The 4p level of a doubly charged ion is split by spin-orbit coupling into 4p1/2 and 4p3/2, about 1 eV apart at Rb, 6 eV at Cd and 12 eV at Xe. Over the same range the level sinks from about 34 to 170 eV and its mean radius falls from 1.6 to 0.75 bohr, while the two components differ in radius by about 0.03 bohr throughout. The data are Dirac Kohn-Sham atoms with PBEsol. The symbol $\varepsilon$ is an eigenvalue, and $\Delta=\varepsilon(4p_{3/2})-\varepsilon(4p_{1/2})$, the last column, is called the gap. Results for Te3+, I3+ and Xe3+ are withheld until part (c).

Doubly and triply charged ions from Rb to Xe, computed as spherical all-electron Kohn-Sham atoms with Quantum ESPRESSO ld1.x 7.5, using the PBEsol functional and the Dirac equation, without spin polarisation and with a point nucleus. Open shells are filled low-j first. Eigenvalues are negative for bound levels.

| species | Z | charge (e) | electrons | configuration | eigenvalue (4p1/2) (eV) | eigenvalue (4p3/2) (eV) | mean radius (4p1/2) (bohr) | mean radius (4p3/2) (bohr) | ε(4p3/2) − ε(4p1/2) (eV) |
| --- | --- | --- | --- | --- | --- | --- | --- | --- | --- |
| Rb2+ | 37 | 2 | 35 | [Ar] (3d3/2)4 (3d5/2)6 (4s1/2)2 (4p1/2)2 (4p3/2)3 | -34.366 | -33.380 | 1.6153 | 1.6463 | 0.9863 |
| Zr2+ | 40 | 2 | 38 | [Kr] (4d3/2)2 | -48.027 | -46.239 | 1.3436 | 1.3739 | 1.7879 |
| Nb2+ | 41 | 2 | 39 | [Kr] (4d3/2)3 | -53.183 | -51.044 | 1.2713 | 1.3014 | 2.1382 |
| Mo2+ | 42 | 2 | 40 | [Kr] (4d3/2)4 | -58.285 | -55.759 | 1.2079 | 1.2379 | 2.5265 |
| Tc2+ | 43 | 2 | 41 | [Kr] (4d3/2)4 (4d5/2)1 | -63.429 | -60.472 | 1.1514 | 1.1814 | 2.9571 |
| Ru2+ | 44 | 2 | 42 | [Kr] (4d3/2)4 (4d5/2)2 | -68.593 | -65.161 | 1.1007 | 1.1307 | 3.4319 |
| Pd2+ | 46 | 2 | 44 | [Kr] (4d3/2)4 (4d5/2)4 | -79.060 | -74.533 | 1.0129 | 1.0434 | 4.5272 |
| Ag2+ | 47 | 2 | 45 | [Kr] (4d3/2)4 (4d5/2)5 | -84.396 | -79.241 | 0.97456 | 1.0053 | 5.1544 |
| Cd2+ | 48 | 2 | 46 | [Kr] (4d3/2)4 (4d5/2)6 | -89.816 | -83.977 | 0.93919 | 0.97024 | 5.8392 |
| In2+ | 49 | 2 | 47 | [Kr] (4d3/2)4 (4d5/2)6 (5s1/2)1 | -100.68 | -94.009 | 0.90095 | 0.93137 | 6.6743 |
| Sb2+ | 51 | 2 | 49 | [Kr] (4d3/2)4 (4d5/2)6 (5s1/2)2 (5p1/2)1 | -125.82 | -117.19 | 0.83225 | 0.86152 | 8.6220 |
| Te2+ | 52 | 2 | 50 | [Kr] (4d3/2)4 (4d5/2)6 (5s1/2)2 (5p1/2)2 | -139.96 | -130.21 | 0.80136 | 0.83012 | 9.7483 |
| I2+ | 53 | 2 | 51 | [Kr] (4d3/2)4 (4d5/2)6 (5s1/2)2 (5p1/2)2 (5p3/2)1 | -154.99 | -144.01 | 0.77255 | 0.80086 | 10.9843 |
| Xe2+ | 54 | 2 | 52 | [Kr] (4d3/2)4 (4d5/2)6 (5s1/2)2 (5p1/2)2 (5p3/2)2 | -170.64 | -158.31 | 0.74567 | 0.77360 | 12.3360 |
| Rb3+ | 37 | 3 | 34 | [Ar] (3d3/2)4 (3d5/2)6 (4s1/2)2 (4p1/2)2 (4p3/2)2 | -47.414 | -46.330 | 1.5536 | 1.5806 | 1.0835 |
| Zr3+ | 40 | 3 | 37 | [Kr] (4d3/2)1 | -60.357 | -58.506 | 1.3220 | 1.3500 | 1.8509 |
| Mo3+ | 42 | 3 | 39 | [Kr] (4d3/2)3 | -71.629 | -69.035 | 1.1931 | 1.2212 | 2.5933 |
| Tc3+ | 43 | 3 | 40 | [Kr] (4d3/2)4 | -77.237 | -74.211 | 1.1389 | 1.1671 | 3.0254 |
| Ru3+ | 44 | 3 | 41 | [Kr] (4d3/2)4 (4d5/2)1 | -82.918 | -79.415 | 1.0898 | 1.1183 | 3.5036 |
| Pd3+ | 46 | 3 | 43 | [Kr] (4d3/2)4 (4d5/2)3 | -94.419 | -89.812 | 1.0045 | 1.0335 | 4.6067 |
| Ag3+ | 47 | 3 | 44 | [Kr] (4d3/2)4 (4d5/2)4 | -100.27 | -95.030 | 0.96698 | 0.99633 | 5.2382 |
| Cd3+ | 48 | 3 | 45 | [Kr] (4d3/2)4 (4d5/2)5 | -106.20 | -100.27 | 0.93236 | 0.96208 | 5.9278 |
| In3+ | 49 | 3 | 46 | [Kr] (4d3/2)4 (4d5/2)6 | -112.22 | -105.54 | 0.90025 | 0.93037 | 6.6792 |
| Sn3+ | 50 | 3 | 47 | [Kr] (4d3/2)4 (4d5/2)6 (5s1/2)1 | -124.30 | -116.69 | 0.86477 | 0.89436 | 7.6069 |
| Te3+ | 52 | 3 | 49 | [Kr] (4d3/2)4 (4d5/2)6 (5s1/2)2 (5p1/2)1 | ? | ? | ? | ? | ? |
| I3+ | 53 | 3 | 50 | [Kr] (4d3/2)4 (4d5/2)6 (5s1/2)2 (5p1/2)2 | ? | ? | ? | ? | ? |
| Xe3+ | 54 | 3 | 51 | [Kr] (4d3/2)4 (4d5/2)6 (5s1/2)2 (5p1/2)2 (5p3/2)1 | ? | ? | ? | ? | ? |

**(a)** With what power of the nuclear charge $Z$ does the gap grow, and why?

*Solution.* A power law through the 2+ ions gives $Z^{6.46}$ from Zr to Cd and $Z^{6.32}$ from In to Xe. A one-electron ion has $\Delta=\alpha^2Z^4/[2n^3l(l+1)]$ hartree, with $\alpha$ the fine-structure constant; for $n=4$, $l=1$ the denominator is 256. Replacing $Z$ by $Z-\sigma$, with $\sigma$ a screening constant, changes the local exponent:

$$\frac{d\ln\Delta}{d\ln Z}=\frac{4Z}{Z-\sigma}.$$

One proton is a larger relative gain for the screened charge than for $Z$. The mean $\sigma$ of the known rows is 16.00, with Rb left out because 4p is its open valence shell. For Cd2+, a fitted row, $32^4/256=4096$, and $4096/137.04^2=0.2181$ hartree $=5.94$ eV, which is 1.6 % above the computed 5.8392 eV. The worst fitted rows are Zr2+ (5.0 % above the computed gap) and Xe2+ (4.4 % below); Rb2+ is overestimated by 11.5 %.

Twenty-eight electrons occupy shells with $n\le3$, yet $\sigma$ is only 16, because the coupling $\propto r^{-1}\,dV/dr$ is weighted towards the nucleus. Theory then makes the gap a product of two factors: the splitting inside the inner lobe, which scales roughly as $Z^4$ as in a one-electron ion, and the weight that the orbital keeps in that lobe, which grows as the orbital contracts and supplies the remaining two powers or so. A deeper shell has less screening to shed, and the same calculations show a lower power for it: from Tc2+ to I2+ the 2p splitting goes from 118.1 to 298.5 eV, an exponent of $\ln(298.5/118.1)/\ln(53/43)=4.4$, against 6.3 for 4p. Part of that excess over 4 is higher order in $Z\alpha$ and not screening.

The model fails in slope after Cd, giving 5.78 at $Z=52$ where the rows give 6.32, and it is also too flat at the Zr end. Row by row, $\sigma$ drops from 16.29 at Zr2+ to 16.15 at Mo2+, stays near 16.1 up to Cd and falls to 15.58 at Xe2+. The 3+ rows split a step in two. Near Cd a proton alone lowers $\sigma$ by about 0.1 (Ag2+ to Cd3+, Cd2+ to In3+), plausibly through deeper penetration and higher orders in $Z\alpha$. A 4d electron gives that back (Cd3+ to Cd2+) and a 5s electron hardly at all (In3+ to In2+), which is why $\sigma$ goes from 16.13 at Cd2+ to 16.05 at In2+. The fall is thus offset while 4d fills and exposed once the added electrons are 5s or 5p. The table shows the change of screening in the depth, with 4p1/2 dropping 5.42 eV from Ag2+ to Cd2+ and 10.86 eV from Cd2+ to In2+, but it does not separate penetration from relativity. An error of 4 % is also half an electronvolt at Xe, too coarse to tell a 3+ ion from its 2+ partner.

**(b)** Using the known 2+/3+ pairs, predict gap, levels and radii of Te3+, I3+ and Xe3+, each of which is its 2+ ion less one 5p electron.

*Solution.* A spherical shell of one electron at radius $R$ gives the constant potential $1/R$ inside and no field. Removing it lowers every enclosed level by $1/R$ and changes neither the orbital shapes nor their spacing. The gap responds only to the slope of the removed potential. If a net charge $q$ lay inside the 4p radius $r$, then to first order $\delta\Delta\approx q\,\delta r/r^2$, with $\delta r$ the difference of the two radii. For $\delta r=0.03$ and $r=0.9$ bohr this is about 1 eV per electron.

The pairs follow this. Taking a 4d electron raises the gap by 0.063 eV (Zr) to 0.089 eV (Cd); the outer 4d orbital of Cd2+ has a mean radius of 1.26 bohr and overlaps 4p. Taking the 5s electron of In2+, at 2.33 bohr, raises it by 0.0049 eV, although 4p1/2 sinks by 11.54 eV. Depth therefore does not set the gap. The net $q$ is of order a tenth for 4d and below a hundredth for 5s, net because the remaining shells contract and return charge. In the 4d pairs the relative gain in gap is 2.1 times the relative loss in radius, so gap and contraction go together there. These 4d rows are filled low-$j$ first without spin polarisation (Mo2+ is a closed 4d3/2 subshell), so the partly filled shells with several electrons or holes do not in general represent Hund ground states.

The 5p orbitals to be emptied lie at 2.29, 2.23 and 2.11 bohr, nearly three times the 4p radius, so In is the analogue. Each withheld row is taken as its 2+ partner with In's relative changes (gap +0.073 %, radii −0.078 % and −0.107 %) and a shift $c/\langle r\rangle_{\rm outer}$, where In gives $c=11.54\times2.3295/27.211=0.988$. For Te the shift is $0.988\times27.211/2.2855=11.76$ eV, so $\varepsilon(4p_{1/2})=-139.96-11.76=-151.72$ eV, and $\Delta=9.7483\times1.00073=9.755$ eV. The forecasts for Te3+, I3+, Xe3+ are:

- Gaps rise by under 0.02 eV, to $9.755\pm0.007$, $10.992\pm0.008$, $12.345\pm0.009$ eV. The sign is the weak part, since relaxation may cancel the direct term. A 5p electron acting like Cd's 4d would add 0.15 to 0.19 eV.
- 4p1/2 deepens by 11.8, 12.0, 12.7 ($\pm0.6$) eV, growing from Te to Xe, to −151.7, −167.0, −183.4 eV; 4p3/2 follows within 0.02 eV of the same shift.
- Radii shrink by under 0.25 %: 0.8007, 0.7720, 0.7451 ($\pm0.0006$) bohr for 4p1/2 and 0.8292, 0.8000, 0.7728 ($\pm0.0009$) bohr for 4p3/2.

The bars are judgements, since one 5s pair calibrates a 5p removal; for gap and radii they span zero to twice In's change. A second route adds a proton at fixed electron number, with a step $k/\langle r\rangle_{4p}$ and $k=0.782$ from In2+ to Sn3+. It lands 0.3 to 0.8 eV shallower, so a miss is likelier on that side.

**(c)** Compare with the computed rows and account for the misses.

The withheld rows as computed:

| species | Z | charge (e) | electrons | configuration | eigenvalue (4p1/2) (eV) | eigenvalue (4p3/2) (eV) | mean radius (4p1/2) (bohr) | mean radius (4p3/2) (bohr) | ε(4p3/2) − ε(4p1/2) (eV) |
| --- | --- | --- | --- | --- | --- | --- | --- | --- | --- |
| Te3+ | 52 | 3 | 49 | [Kr] (4d3/2)4 (4d5/2)6 (5s1/2)2 (5p1/2)1 | -151.61 | -141.85 | 0.80093 | 0.82956 | 9.7581 |
| I3+ | 53 | 3 | 50 | [Kr] (4d3/2)4 (4d5/2)6 (5s1/2)2 (5p1/2)2 | -166.77 | -155.78 | 0.77218 | 0.80039 | 10.9951 |
| Xe3+ | 54 | 3 | 51 | [Kr] (4d3/2)4 (4d5/2)6 (5s1/2)2 (5p1/2)2 (5p3/2)1 | -182.85 | -170.50 | 0.74531 | 0.77316 | 12.3483 |

*Solution.* Every value falls inside its bar, and every miss has the same sign in all three ions, which marks a bias of the calibration. The printed analysis below lists them.

The gaps rise by 0.0098, 0.0108 and 0.0123 eV, about 0.003 eV above each forecast, while the 4d-like values are 0.14 to 0.18 eV too high. The choice of analogue was right, but the relative rise is 0.10 % and not 0.073 %. The radii shrink by about 0.05 % for 4p1/2 and 0.06 to 0.07 % for 4p3/2, which is less than forecast, so the predicted radii are 0.0002 to 0.0004 bohr too small. The ratio of gap gain to radius loss is thus about 2 again ($0.101/0.054$ for Te), and In, at 0.94, is the odd pair. Sn3+ lies 0.0076 eV, also 0.10 %, above an interpolated Sn2+, though that interpolation crosses the change from 5s to 5p filling and is loose. It suggests that In's small rise belongs to In more than to 5s removal. A softer, just completed 4d shell that returns more charge is a guess at the cause.

The levels deepen by 11.65, 11.78 and 12.21 eV. The order and the side of the miss were as forecast, but the miss grows from 0.11 through 0.26 to 0.50 eV, most of the bar at Xe, as $c$ falls from 0.978 to 0.949. In3+ keeps no $n=5$ electrons, whereas these ions keep three, four and five, which contract on ionisation and restore part of the lost repulsion. This argument fits the trend, but $Z$ and the emptied orbital (5p1/2 in Te, 5p3/2 in I and Xe) change along with the count. That $c$ is near 1 is itself partly cancellation: for 5p3/2 in I2+, $\langle1/r\rangle=0.576$ exceeds $1/\langle r\rangle=0.448$ bohr⁻¹. The unrelaxed shift lies between the two, since the inner lobes that sit inside 4p count for less than their $1/r$, and relaxation of the remaining shells brings it back down.

The isoelectronic route, which keeps the outer electrons fixed, errs the other way by 0.22, 0.25 and 0.31 eV: worse for Te, level for I, better for Xe. Its $k$ is steady at 0.789 to 0.791 here but runs from 0.773 to 0.862 in the known rows, so it transfers only among like configurations.

These are eigenvalue differences without Breit or QED terms, whose neglect weighs on the absolute gap more than on a 2+/3+ difference. They are not measured hole splittings, and near Xe a 4p hole couples so strongly to 4d excitations that the one-electron picture fails.

Output of the analysis:

```
rounding: gap 0.00005 eV; levels 0.0005-0.005 eV; radii 0.000005-0.00005 bohr
2+ gap exponent in Z: Zr-Cd 6.46, In-Xe 6.32; Xe2+/Rb2+ ratio 12.51
sigma 2+: Rb 16.57 Zr 16.29 Nb 16.21 Mo 16.15 Tc 16.12 Ru 16.10 Pd 16.09 Ag 16.11 Cd 16.13 In 16.05 Sb 15.87 Te 15.77 I 15.68 Xe 15.58
mean sigma 16.00; local exponent 4Z/(Z-s): Z=44 6.29, Z=52 5.78
error %: worst Zr2+ +5.0 Xe2+ -4.4 I2+ -3.5 | left out Rb2+ +11.5 Rb3+ +1.5
4p1/2 steps eV: Ag>Cd -5.42 Cd>In -10.86 Sb>Te -14.14 Te>I -15.03 I>Xe -15.65
2+ -> 3+: el, dgap eV, dgap %, de(1/2) eV, dr(1/2) %, dr(3/2) %, dlngap/dlnr, c=shift*<r>outer (au)
Rb +0.0972 +9.855 -13.05 -3.820 -3.991 -2.41 -
Zr +0.0630 +3.524 -12.33 -1.608 -1.740 -2.14 0.904
Mo +0.0668 +2.644 -13.34 -1.225 -1.349 -2.12 0.842
Tc +0.0683 +2.310 -13.81 -1.086 -1.210 -2.09 0.825
Ru +0.0717 +2.089 -14.33 -0.990 -1.097 -2.08 0.807
Pd +0.0795 +1.756 -15.36 -0.829 -0.949 -2.09 0.779
Ag +0.0838 +1.626 -15.87 -0.778 -0.892 -2.07 0.768
Cd +0.0886 +1.517 -16.38 -0.727 -0.841 -2.06 0.758
In +0.0049 +0.073 -11.54 -0.078 -0.107 -0.94 0.988
Sn2+ gap interpolated 7.5993 (cubic, max resid 0.0000, spans 5s/5p filling); Sn3+ minus it +0.0076 eV
isoelectronic k (au): Mo3+ 0.862 Tc3+ 0.841 Ru3+ 0.825 Ag3+ 0.790 Cd3+ 0.781 In3+ 0.773 Sn3+ 0.782
held rows: predicted +- bar | computed | miss (calc-pred) | miss/bar
Te3+ gap eV 9.7555 +- 0.0072 | 9.7581 | +0.0026 | +0.37
Te3+ e1/2 eV -151.72 +- 0.60 | -151.61 | +0.11 | +0.19
Te3+ e3/2 eV -141.97 +- 0.60 | -141.85 | +0.12 | +0.19
Te3+ r1/2 bohr 0.80074 +- 0.00062 | 0.80093 | +0.00019 | +0.31
Te3+ r3/2 bohr 0.82923 +- 0.00089 | 0.82956 | +0.00033 | +0.37
 rivals: 4d-like gap 9.896 miss -0.138; isoelectronic e1/2 -151.39 miss -0.22 eV
 actual: dgap +0.0098 eV (+0.101%), de1/2 -11.65 (pred -11.76), de3/2 -11.64, dr -0.054% -0.067%, c 0.978, k 0.789
I3+ gap eV 10.9924 +- 0.0081 | 10.9951 | +0.0027 | +0.34
I3+ e1/2 eV -167.03 +- 0.60 | -166.77 | +0.26 | +0.44
I3+ e3/2 eV -156.04 +- 0.60 | -155.78 | +0.26 | +0.43
I3+ r1/2 bohr 0.77195 +- 0.00060 | 0.77218 | +0.00023 | +0.38
I3+ r3/2 bohr 0.80000 +- 0.00086 | 0.80039 | +0.00039 | +0.45
 rivals: 4d-like gap 11.151 miss -0.156; isoelectronic e1/2 -166.52 miss -0.25 eV
 actual: dgap +0.0108 eV (+0.098%), de1/2 -11.78 (pred -12.04), de3/2 -11.77, dr -0.048% -0.059%, c 0.966, k 0.790
Xe3+ gap eV 12.3451 +- 0.0091 | 12.3483 | +0.0032 | +0.36
Xe3+ e1/2 eV -183.35 +- 0.60 | -182.85 | +0.50 | +0.84
Xe3+ e3/2 eV -171.01 +- 0.60 | -170.50 | +0.51 | +0.84
Xe3+ r1/2 bohr 0.74509 +- 0.00058 | 0.74531 | +0.00022 | +0.38
Xe3+ r3/2 bohr 0.77277 +- 0.00083 | 0.77316 | +0.00039 | +0.47
 rivals: 4d-like gap 12.523 miss -0.175; isoelectronic e1/2 -182.54 miss -0.31 eV
 actual: dgap +0.0123 eV (+0.100%), de1/2 -12.21 (pred -12.71), de3/2 -12.19, dr -0.048% -0.057%, c 0.949, k 0.791
```
